# Two-centre sensitisation and thermal quenching in semi-insulating GaN:C

## Problem

A semi-insulating GaN layer 100 nm thick is lit so that pairs are generated uniformly at $G = 1.0\times10^{17}$ cm⁻³ s⁻¹. It holds shallow donors, $N_D = 4\times10^{16}$ cm⁻³, and two classes of deep centres.

| | class 1: fast deep donor | class 2: C$_\mathrm{N}$ acceptor |
|---|---|---|
| density (cm⁻³) | $N_1 = 1\times10^{16}$ | $N_2 = 5\times10^{16}$ |
| dark state | empty of electrons (+) | filled (−) |
| level | $E_c - 1.2$ eV | $E_2 = E_v + 0.90$ eV |
| electron capture (cm³ s⁻¹) | $c_{n1} = 1\times10^{-8}$ | $c_{n2} = 1\times10^{-13}$ |
| hole capture (cm³ s⁻¹) | $c_{p1} = 2\times10^{-7}$ | $c_{p2} = 4\times10^{-7}$ |

The densities and all class-1 entries are illustrative. The carbon level and coefficients are approximate typical values, taken as independent of temperature. Compensation is taken as exact, $N_D + N_1 = N_2$, which puts the dark Fermi level between the two levels. The empty carbon state has degeneracy $g = 2$ relative to the filled one. Approximate density-of-states masses are $m_h = 1.5\,m_0$ and $m_e = 0.2\,m_0$. One mass stands for the top valence bands: the compiled spin-orbit splitting, 0.014 eV (Vurgaftman 2001), is below $k_BT$ here. The compiled gap is 3.44 eV at 300 K (Wing 2021).

Find (a) the lifetime gain, (b) $n$ and the slope $s = d\ln n/d\ln G$ at 400 K, (c) the largest slope, (d) the quenching temperature $T_q(G)$ and $n$ at 420 K.

## Why the formula holds

This is Rose's two-centre model. Let $xN_1$ be the density of filled class-1 centres and $p_2$ that of empty class-2 centres. In steady state each class captures electrons and holes at the same net rate:

$$c_{n1}\,n\,(1-x)N_1 = c_{p1}\,p\,xN_1$$

$$(c_{n2}\,n + e_{p2})\,p_2 = c_{p2}\,p\,(N_2 - p_2)$$

$$G = c_{n1}\,n\,(1-x)N_1 + c_{n2}\,n\,p_2$$

Detailed balance gives the hole emission rate $e_{p2} = (c_{p2}N_v/g)\exp[-(E_2-E_v)/k_BT]$, with $N_v = 2(2\pi m_h k_BT/h^2)^{3/2}$. For $n, p \ll xN_1$ neutrality reads $p_2 = xN_1$: the light moves holes from class 1 to class 2. Eliminating $p$ between the first two equations gives

$$c_{n1}n(1-x) = \rho(x)\,(c_{n2}n + e_{p2}), \qquad \rho(x) = \frac{c_{p1}N_1x^2}{c_{p2}(N_2 - xN_1)},$$

$$G = N_1\left[\rho(x)(c_{n2}n + e_{p2}) + x\,c_{n2}n\right].$$

Given $x$, the first line yields $n$ and the second $G$. This pair is the full solution.

Two limits follow. For $x \to 0$ class 1 is empty and $n = G\tau_0$, with $\tau_0 = 1/(c_{n1}N_1)$. For $x \to 1$, which needs $c_{n1}n \gg c_{p1}p$, class 1 is clogged with electrons and waits for holes. Then $\rho \to r$ and

$$n = (G - G_0)\,\tau_s, \qquad \tau_s = \frac{1}{c_{n2}N_1(1+r)}, \qquad r = \frac{c_{p1}N_1}{c_{p2}(N_2-N_1)}, \qquad G_0 = rN_1e_{p2}.$$

The ratio $r$ compares the rates at which classes 1 and 2 capture a free hole. $G_0$ is the leak of thermally released holes into class 1. The coefficient $c_{p2}$ cancels in it:

$$G_0(T) = \frac{c_{p1}N_1^2}{g\,(N_2-N_1)}\,N_v(T)\,e^{-(E_2-E_v)/k_BT}.$$

## Solution

The absorbed flux is $G \times 100$ nm $= 1.0\times10^{12}$ cm⁻² s⁻¹, or 0.55 µW cm⁻² at 3.44 eV. The effect belongs to weak light.

### (a) Lifetime gain

$$r = \frac{(2\times10^{-7}\ \mathrm{cm^3\,s^{-1}})(1\times10^{16}\ \mathrm{cm^{-3}})}{(4\times10^{-7}\ \mathrm{cm^3\,s^{-1}})(4\times10^{16}\ \mathrm{cm^{-3}})} = 0.125$$

Hence $\tau_0 = 10$ ns and $\tau_s = 0.889$ ms. For $G \gg G_0$ the gain is

$$\frac{\tau_s}{\tau_0} = \frac{c_{n1}}{c_{n2}(1+r)} = 8.9\times10^{4}.$$

It is of order $c_{n1}/c_{n2}$ only while $r \lesssim 1$. As $N_2$ approaches $N_1$, $r$ grows and the gain falls.

### (b) Operating point at 400 K

Extra digits are carried because $G - G_0$ is a difference of near numbers. Here $k_BT = 0.0345$ eV, $(E_2-E_v)/k_B = 10444.1$ K, the Boltzmann factor is $4.576\times10^{-12}$ and $N_v = 7.098\times10^{19}$ cm⁻³. Then

$$e_{p2} = \tfrac12(4\times10^{-7}\ \mathrm{cm^3\,s^{-1}})(7.098\times10^{19}\ \mathrm{cm^{-3}})(4.576\times10^{-12}) = 64.96\ \mathrm{s^{-1}},$$

$$G_0 = 0.125\,(1\times10^{16}\ \mathrm{cm^{-3}})(64.96\ \mathrm{s^{-1}}) = 8.12\times10^{16}\ \mathrm{cm^{-3}\,s^{-1}},$$

$$n = (1.88\times10^{16}\ \mathrm{cm^{-3}\,s^{-1}})(0.889\times10^{-3}\ \mathrm{s}) = 1.67\times10^{13}\ \mathrm{cm^{-3}}.$$

Since $dn/dG = \tau_s$, the slope is $s = G/(G-G_0) = 5.3$. Extra light both adds carriers and shrinks the share lost to the fixed leak.

The approximations can now be sized.

- Free holes: $p = (c_{n2}n + e_{p2})N_1/[c_{p2}(N_2-N_1)] = 4.2\times10^{7}$ cm⁻³.
- Clogging: $1-x \approx c_{p1}p/(c_{n1}n) = 5.0\times10^{-5}$.
- Electron emission from class 1, with unit degeneracy ratio and $N_c = 3.46\times10^{18}$ cm⁻³: $2.6\times10^{-5}$ s⁻¹, against $c_{p1}p = 8.3$ s⁻¹. Also $n \ll N_c$, so the shallow donors stay ionised.
- Second carbon level (0/+), approximately $E_v + 0.35$ eV: neutral carbon holds a second hole with probability about $p/(N_ve^{-0.35\,\mathrm{eV}/k_BT}) = 1.5\times10^{-8}$, degeneracy ignored. With an assumed electron capture coefficient equal to $c_{n1}$, this adds $1.5\times10^{-3}$ to the $c_{n2}$ channel.
- Free electrons in neutrality: $p_2 = N_1 + n$ turns the balance into $G = p_2\,[\,c_{n2}n + c_{p1}N_1(c_{n2}n+e_{p2})/(c_{p2}(N_2-p_2))\,]$, whose root is $n = 1.65\times10^{13}$ cm⁻³.

The last is the leading correction, so the model gives $n \approx 1.7\times10^{13}$ cm⁻³.

### (c) Largest slope

$G/(G-G_0)$ diverges at $G_0$, but there class 1 starts to empty. Put $u = 1-x \ll 1$. Then $\rho \approx r(1-\kappa u)$ with $\kappa = 2 + N_1/(N_2-N_1) = 2.25$. Near threshold $c_{n2}n \ll e_{p2}$, so $u \approx re_{p2}/(c_{n1}n) = G_0\tau_0/n$. The expression for $G$ becomes

$$G - G_0 = \frac{n}{\tau_s} - \frac{\kappa G_0^2\tau_0}{n}, \qquad s = \frac{G}{n/\tau_s + \kappa G_0^2\tau_0/n}.$$

The numerator stays close to $G_0$ across the crossover. The denominator is least at $n^* = G_0\sqrt{\kappa\tau_0\tau_s}$, which is also the solution at $G = G_0$. At 400 K, $n^* = 3.6\times10^{11}$ cm⁻³ and $u = 2.2\times10^{-3}$. The peak slope is

$$s_{\max} \approx \tfrac12\sqrt{\frac{\tau_s}{\kappa\tau_0}} = 99,$$

independent of temperature. The full solution gives 100 at this $u$. Far below and far above $G_0$ the slope returns to 1.

### (d) Thermal quenching

Sensitisation collapses where $G_0(T_q) = G$, with $G_0 = (2.218\times10^{24}\ \mathrm{cm^{-3}\,s^{-1}})\,(T/\mathrm{K})^{3/2}\exp(-10444.1\ \mathrm{K}/T)$. Solving numerically:

| $G$ (cm⁻³ s⁻¹) | $10^{15}$ | $10^{16}$ | $10^{17}$ |
|---|---|---|---|
| $T_q$ (K) | 345 | 372 | 403 |

The activated quantity is the threshold:

$$-\frac{d\ln G}{d(1/k_BT_q)} = E_2 - E_v + \tfrac32 k_BT_q.$$

The end points of the table give 0.95 eV, which is the 0.90 eV input plus 0.048 eV from $N_v$ at 372 K. A temperature dependence of $c_{p1}$ would add to this slope.

Above $T_q$ the $c_{n2}$ terms drop out:

$$\frac{G}{G_0} = \frac{x^2(N_2-N_1)}{N_2 - xN_1}, \qquad n = \frac{G\tau_0}{1-x}.$$

At 420 K, $G_0 = 3.03\times10^{17}$ cm⁻³ s⁻¹ and $G/G_0 = 0.330$. The root of $4x^2 + 0.330\,x - 5(0.330) = 0$ is $x = 0.60$, so $n = 2.5\times10^{9}$ cm⁻³. Between 400 K and 420 K the electron density falls by a factor $6.6\times10^{3}$, while a Boltzmann factor for 0.90 eV changes by only 3.5. On further heating $n$ levels off at $G\tau_0 = 1.0\times10^{9}$ cm⁻³. An Arrhenius fit to the steep edge of $n(T)$ therefore gives no level depth. The depth comes from $T_q$ against $G$.

## Reading the numbers

All results are the model's. A shift of 0.010 eV in $E_2$ changes $G_0$ at 400 K by a factor 1.34 but $T_q$ by only 4 K, so $T_q$ is robust and the operating point in (b) is not. A spread of $G$ or of doping through the layer spreads the thresholds and lowers the peak slope.

Exact compensation is the strongest idealisation. Carbon-doped transistor buffers typically hold $10^{18}$ to $10^{19}$ cm⁻³ carbon, in excess of the donors, with the Fermi level pinned near $E_2$; for them the millisecond lifetime is too long, by roughly two orders of magnitude or more at these coefficients. The derivation covers this case. Add $P_0$ carbon atoms that are neutral in the dark to the $N_2$ compensated ones. In the sensitised state $p_2 = N_1 + P_0$, the filled density is still $N_2 - N_1$, and $r$ is unchanged:

$$\tau_s' = \frac{1}{c_{n2}(N_1+P_0)(1+r)}, \qquad G_0' = r\,(N_1+P_0)\,e_{p2}.$$

The unsensitised lifetime becomes $1/(c_{n1}N_1 + c_{n2}P_0)$. For $P_0 = 1\times10^{18}$ cm⁻³ the model gives $\tau_s' = 8.8$ µs, a gain of $8.8\times10^{2}$, a threshold 101 times higher, and $T_q = 345$ K at $G = 10^{17}$ cm⁻³ s⁻¹.